**Terms of d⁸ in a strong trigonal field: a ladder from unmixed cubic configurations to the full matrix**

The table holds the 17 terms of eight d electrons in $D_{3d}$, with energies and mean occupation of the cubic $e$ pair, from an exact diagonalisation of a parametric ligand-field model with Racah $B$ and $C$ and no spin-orbit coupling. The program projects the Wybourne field on cubic orbitals ($\Delta$ = 18411, $v$ = 3667, $|v'|$ = 1673.5 cm⁻¹) and solves the two-hole problem in four steps without fitted constants: unmixed cubic configurations, repulsion mixing, the $t_{2g}$ splitting $v$, and the $t_{2g}$–$e$ coupling $v'$. The rms error falls from 1952 to 1672, 500 and 0.03 cm⁻¹; the last step rebuilds the calculation and only checks conventions. Runs with $v$ or $v'$ removed or the sign of $v'$ reversed show that the uneven ${}^3T_1$ splittings, 75.5 and 5141 cm⁻¹, come from interference of $v'$ with the repulsion element $6B$. A straight line of energy against $e$ count leaves an rms error of 6665 cm⁻¹, and the lowest ${}^1A_1$ and ${}^3E$ cross if $\Delta$ drops by 103 cm⁻¹.

Parametric ligand-field model of a d⁸ configuration on a D3d site, solved by exact diagonalisation (ligand-field diagonalisation 1) without spin-orbit coupling. The Racah parameters are B = 540 and C = 2730 cm⁻¹, and the Wybourne parameters are B20 = 8400, B40 = -25620 and B43 = -30872.8 cm⁻¹. Energies are relative to the lowest term; e electrons are mean numbers in the cubic e pair.

## Numerical check

```python
# Table: 17 terms of d8 in D3d (energy cm-1, mean cubic-e count), ligand-field diagonalisation 1, Racah B, C, no spin-orbit.
# Tested: ladder A unmixed cubic, B + repulsion mixing, C + trigonal v, D + t2g-e coupling v' (D = rebuild, convention check only).
T = {
    'term_symbol': ['3A2', '1E', '1A1', '3E', '3A1', '3E', '3A2', '1E', '1A1', '1E', '1A2', '3E', '3A2', '1A1', '1E', '1E', '1A1'],
    'term_energy': [0.0, 9649.6, 17424.8, 17516.3, 19852.4, 24575.8, 24651.3, 26572.3, 29708.2, 30705.6, 31792.4, 37865.1, 43006.0, 44374.0, 46278.8, 50495.7, 63232.6],  # cm⁻¹
    'term_e_electrons': [2.01, 2.02, 2.11, 3.0, 3.0, 3.03, 3.09, 3.01, 3.0, 3.02, 3.0, 3.97, 3.9, 3.99, 3.99, 3.97, 3.91],
}
import numpy as np
from scipy.optimize import brentq
from sympy.physics.wigner import wigner_3j as w3
B, C, B20, B40, B43 = 540.0, 2730.0, 8400.0, -25620.0, -30872.8  # input settings of the same run
S, E, N = list(T['term_symbol']), np.array(T['term_energy'], float), np.array(T['term_e_electrons'], float)
m = np.arange(-2, 3); dm = m[:, None] - m[None, :]; ms = (m[:, None] + m[None, :]).ravel(); I = np.eye(5); J = np.eye(25)
ck = lambda k: np.array([[float((-1)**abs(a)*5*w3(2, k, 2, 0, 0, 0)*w3(2, k, 2, -a, a-b, b)) for b in range(-2, 3)] for a in range(-2, 3)])
c2, c4 = ck(2), ck(4)
field = lambda p, q, r: (dm == 0)*(p*c2 + q*c4) + r*c4*(1.0*(dm == -3) - 1.0*(dm == 3))
G = sum(F*np.einsum('ac,db->abcd', c, c).reshape(25, 25) for F, c in ((49*B + 7*C, c2), (63*C/5, c4)))*(ms[:, None] == ms[None, :])
h = field(B20, B40, B43); u = np.linalg.eigh(field(0, -14, -14*np.sqrt(10/7)))[1][:, 3:]
Pe = u @ u.T; Pt = I - Pe; Pa = np.diag(1.0*(m == 0)); hp = Pe @ h @ Pt + Pt @ h @ Pe
D = np.trace(Pe @ h)/2 - np.trace(Pt @ h)/3; v = h[2, 2] - np.trace((Pt - Pa) @ h)/2; vp = np.sqrt(np.trace(hp @ hp)/4)
two = lambda x: np.kron(x, I) + np.kron(I, x)
Q = [np.kron(Pe, Pe), np.kron(Pe, Pt) + np.kron(Pt, Pe), np.kron(Pt, Pt)]
P = J.reshape(5, 5, 5, 5).transpose(1, 0, 2, 3).reshape(25, 25); r = np.fliplr(np.diag((-1.0)**abs(m))); R = np.kron(r, r)
irr = {'A1': np.diag(1.0*(ms % 3 == 0)) @ (J + R)/2, 'A2': np.diag(1.0*(ms % 3 == 0)) @ (J - R)/2, 'E': np.diag(1.0*(ms % 3 == 1))}
bas, ix = {}, {s: [i for i, t in enumerate(S) if t == s] for s in dict.fromkeys(S)}
for s in ix:
    w, U = np.linalg.eigh((J + (1 if s[0] == '1' else -1)*P)/2 @ irr[s[1:]]); bas[s] = U[:, w > 0.5]
def ham(d, x, y, mix):  # two-hole Hamiltonian
    H = G - two(d*Pe + x*v*(Pa - Pt/3) + y*hp)
    return H if mix else sum(q @ H @ q for q in Q)
def solve(d=D, x=1, y=1, mix=True):
    H, e, n, V = ham(d, x, y, mix), np.zeros(len(S)), np.zeros(len(S)), {}
    for s in ix:
        w, U = np.linalg.eigh(bas[s].T @ H @ bas[s]); V[s] = bas[s] @ U
        e[ix[s]] = w; n[ix[s]] = 4 - np.diag(V[s].T @ two(Pe) @ V[s])
    return e - e.min(), n, V, e.min()
a, b, c, d = solve(x=0, y=0, mix=False), solve(x=0, y=0), solve(y=0), solve()
ev = np.linalg.eigvalsh(h)
print(f"cm-1: Delta {D:.1f} (from B43 alone {-B43/1.4/np.sqrt(10/7):.0f}), v {v:.1f} (v/Delta {100*v/D:.1f}%), |v'| {vp:.1f}; a1g-e(t2g) after v' {ev[2]-ev[0]:.0f}")
k, k0 = np.polyfit(N, E, 1); print(f"line E vs n_e: slope {k:.0f} cm-1/e, rms {np.std(E-k*N-k0):.0f}, worst {max(abs(E-k*N-k0)):.0f}")
print("block ranges:", "; ".join(f"n~{n}: {E[np.round(N) == n].min():.0f}-{E[np.round(N) == n].max():.0f}" for n in (2, 3, 4)))
print("term  E_tab | model-table A B C (cm-1) D | n_tab n_B n_C n_D   (rounding 0.05 cm-1, 0.005 e)")
for i, s in enumerate(S):
    print(f"{s:4s}{E[i]:8.1f} |{a[0][i]-E[i]:7.0f}{b[0][i]-E[i]:7.0f}{c[0][i]-E[i]:7.0f}{d[0][i]-E[i]:7.2f} | {N[i]:.2f} {b[1][i]:.3f} {c[1][i]:.3f} {d[1][i]:.3f}")
for nm, z in zip("ABCD", (a, b, c, d)):
    j = np.argmax(abs(z[0] - E)); print(f"{nm}: rms {np.sqrt(np.mean((z[0]-E)**2)):.2f}, worst {S[j]} {E[j]:.1f} by {z[0][j]-E[j]:.2f}; max|dn| {max(abs(z[1]-N)):.3f}")
print("n_e sums table/integer:", ", ".join(f"{s} {N[ix[s]].sum():.2f}/{a[1][ix[s]].sum():.0f}" for s in ix))
t1, s2 = ix['3A1'][0], ix['1A2'][0]
print(f"1A2-3A1 {E[s2]-E[t1]:.1f} vs 12B+2C {12*B+2*C:.0f}; 3A1-(Delta+v/3) {E[t1]-D-v/3:.1f}; ground lowering by v' {a[3]-d[3]:.1f}")
print(f"8B+2C {8*B+2*C:.0f}, 16B+4C {16*B+4*C:.0f}, 4B {4*B:.0f}, 6B {6*B:.0f}, 12B {12*B:.0f}, sqrt6(2B+C) {6**.5*(2*B+C):.0f}, (v/2)^2/12B {v*v/48/B:.0f}")
sp = lambda e: np.array([e[t1] - e[ix['3E'][0]], e[ix['3A2'][1]] - e[ix['3E'][1]], e[ix['3A2'][2]] - e[ix['3E'][2]], e[ix['1A1'][1]] - e[ix['1E'][1]], e[s2] - e[ix['1E'][2]], e[ix['1E'][2]] - e[ix['1E'][1]], e[ix['1E'][4]] - e[ix['1E'][3]]])
print("A-E splits cm-1: 3T2 3T1low 3T1up 1T2 1T1 | 1E-1E(n~3) 1E-1E(n~4); first order v/2 %.0f, v %.0f" % (v/2, v))
fl = solve(y=-1)
for nm, e in (("v, unmixed configs", solve(y=0, mix=False)[0]), ("v, mixed", c[0]), ("v' only, mixed", solve(x=0)[0]), ("v and v'", d[0]), ("v, v' sign flipped", fl[0]), ("table", E)):
    print(f"{nm:19s}", " ".join(f"{x:7.1f}" for x in sp(e)))
print("n_e lower 3T1 (A2, E): table", N[ix['3A2'][1]], N[ix['3E'][1]], f"flipped v' {fl[1][ix['3A2'][1]]:.3f} {fl[1][ix['3E'][1]]:.3f}")
for s in ('3A2', '3E', '1A1'):
    M = a[2][s].T @ ham(D, 1, 1, True) @ a[2][s]; dg = np.diag(M)
    print(s, "unmixed basis diag", np.round(dg - a[3]).astype(int), "|off| by rows", np.round(abs(M[np.triu_indices(len(M), 1)])).astype(int))
    g, x = (dg[3] - dg[0], M[0, 3]) if s == '1A1' else (dg[2] - dg[1], M[1, 2]); q = np.hypot(g, 2*x)
    print(f"   two-level pair: gap {g:.0f}, push {(q-g)/2:.0f} cm-1, weight {(1-g/q)/2:.3f}")
print(f"6B+sqrt2 v' {6*B+2**.5*vp:.0f}, 6B-v'/sqrt2 {6*B-vp/2**.5:.0f}; 3T2 weighted mean {(E[t1]+2*E[ix['3E'][0]])/3:.0f}")
p, q = ix['3E'][0], ix['1A1'][0]; Dx = brentq(lambda y: solve(y)[0][p] - solve(y)[0][q], D - 1000, D + 1000)
print(f"3E-1A1 gap {E[p]-E[q]:.1f}, slope diff {N[p]-N[q]:.2f}, crossing Delta lower by {(E[p]-E[q])/(N[p]-N[q]):.0f} (rebuild {D-Dx:.0f}, {100*(D-Dx)/D:.2f}%)")
assert abs(E[s2] - E[t1] - 12*B - 2*C) < 0.2
assert max(abs(d[0] - E)) < 1.0 and max(abs(d[1] - N)) < 0.01
assert 0 < sp(E)[1] < v/2 < sp(E)[0] < v < sp(E)[2]
assert N[ix['3A2'][1]] > N[ix['3E'][1]] and v > 0
```

Output:

```
cm-1: Delta 18411.1 (from B43 alone 18450), v 3666.7 (v/Delta 19.9%), |v'| 1673.5; a1g-e(t2g) after v' 3808
line E vs n_e: slope 20637 cm-1/e, rms 6665, worst 17666
block ranges: n~2: 0-17425; n~3: 17516-31792; n~4: 37865-63233
term  E_tab | model-table A B C (cm-1) D | n_tab n_B n_C n_D   (rounding 0.05 cm-1, 0.005 e)
3A2      0.0 |      0      0      0   0.00 | 2.01 2.000 2.000 2.009
1E    9649.6 |    130     37     37   0.03 | 2.02 2.005 2.005 2.017
1A1  17424.8 |   2135     94     74   0.05 | 2.11 2.091 2.095 2.109
3E   17516.3 |    895    895   -236   0.01 | 3.00 3.000 3.002 3.001
3A1  19852.4 |  -1441  -1441   -219   0.03 | 3.00 3.000 3.000 3.000
3E   24575.8 |    315   -419   -551  -0.00 | 3.03 3.049 3.053 3.030
3A2  24651.3 |    240   -495    783  -0.02 | 3.09 3.049 3.042 3.095
1E   26572.3 |   1619   1436   -162   0.03 | 3.01 3.009 3.006 3.008
1A1  29708.2 |  -1517  -1700   -525   0.03 | 3.00 3.009 3.015 2.998
1E   30705.6 |   -354   -354     35   0.02 | 3.02 3.000 3.003 3.017
1A2  31792.4 |  -1441  -1441   -219   0.03 | 3.00 3.000 3.000 3.000
3E   37865.1 |    577   1312    130   0.06 | 3.97 3.951 3.945 3.968
3A2  43006.0 |  -4564  -3829  -1440  -0.00 | 3.90 3.951 3.958 3.896
1A1  44374.0 |   2768   2951    -58   0.03 | 3.99 3.991 3.976 3.986
1E   46278.8 |    863    957   -231   0.01 | 3.99 3.995 3.993 3.992
1E   50495.7 |  -3353  -3171   -773   0.04 | 3.97 3.991 3.994 3.966
1A1  63232.6 |  -3040   -999   -367   0.00 | 3.91 3.909 3.914 3.908
A: rms 1952.30, worst 3A2 43006.0 by -4563.74; max|dn| 0.110
B: rms 1671.94, worst 3A2 43006.0 by -3828.92; max|dn| 0.051
C: rms 500.46, worst 3A2 43006.0 by -1439.95; max|dn| 0.058
D: rms 0.03, worst 3E 37865.1 by 0.06; max|dn| 0.005
n_e sums table/integer: 3A2 9.00/9, 1E 16.01/16, 1A1 13.01/13, 3E 10.00/10, 3A1 3.00/3, 1A2 3.00/3
1A2-3A1 11940.0 vs 12B+2C 11940; 3A1-(Delta+v/3) 219.0; ground lowering by v' 219.1
8B+2C 9780, 16B+4C 19560, 4B 2160, 6B 3240, 12B 6480, sqrt6(2B+C) 9333, (v/2)^2/12B 519
A-E splits cm-1: 3T2 3T1low 3T1up 1T2 1T1 | 1E-1E(n~3) 1E-1E(n~4); first order v/2 1833, v 3667
v, unmixed configs   2316.1  1350.6  3666.7  2881.1   785.5  4255.6  3666.7
v, mixed             2352.6  1409.6  3571.2  2773.2   833.2  4330.0  3674.7
v' only, mixed         72.0 -1504.0  1662.5   565.8    98.9  2476.1   608.2
v and v'             2336.1    75.5  5140.8  3135.9  1086.8  4133.3  4216.9
v, v' sign flipped   2600.3  2611.8  2334.2  2826.8   685.2  4696.5  3447.4
table                2336.1    75.5  5140.9  3135.9  1086.8  4133.3  4216.9
n_e lower 3T1 (A2, E): table 3.09 3.03 flipped v' 2.996 3.070
3A2 unmixed basis diag [    0 26113 40887] |off| by rows [2367    0 5607]
   two-level pair: gap 14773, push 1887 cm-1, weight 0.102
3E unmixed basis diag [17800 24280 37220] |off| by rows [1833 1183 2057]
   two-level pair: gap 12940, push 319 cm-1, weight 0.023
1A1 unmixed basis diag [19560 29413 44698 60192] |off| by rows [2367    0 9333  504 1932 3457]
   two-level pair: gap 40632, push 2041 cm-1, weight 0.046
6B+sqrt2 v' 5607, 6B-v'/sqrt2 2057; 3T2 weighted mean 18295
3E-1A1 gap 91.5, slope diff 0.89, crossing Delta lower by 103 (rebuild 103, 0.56%)
```
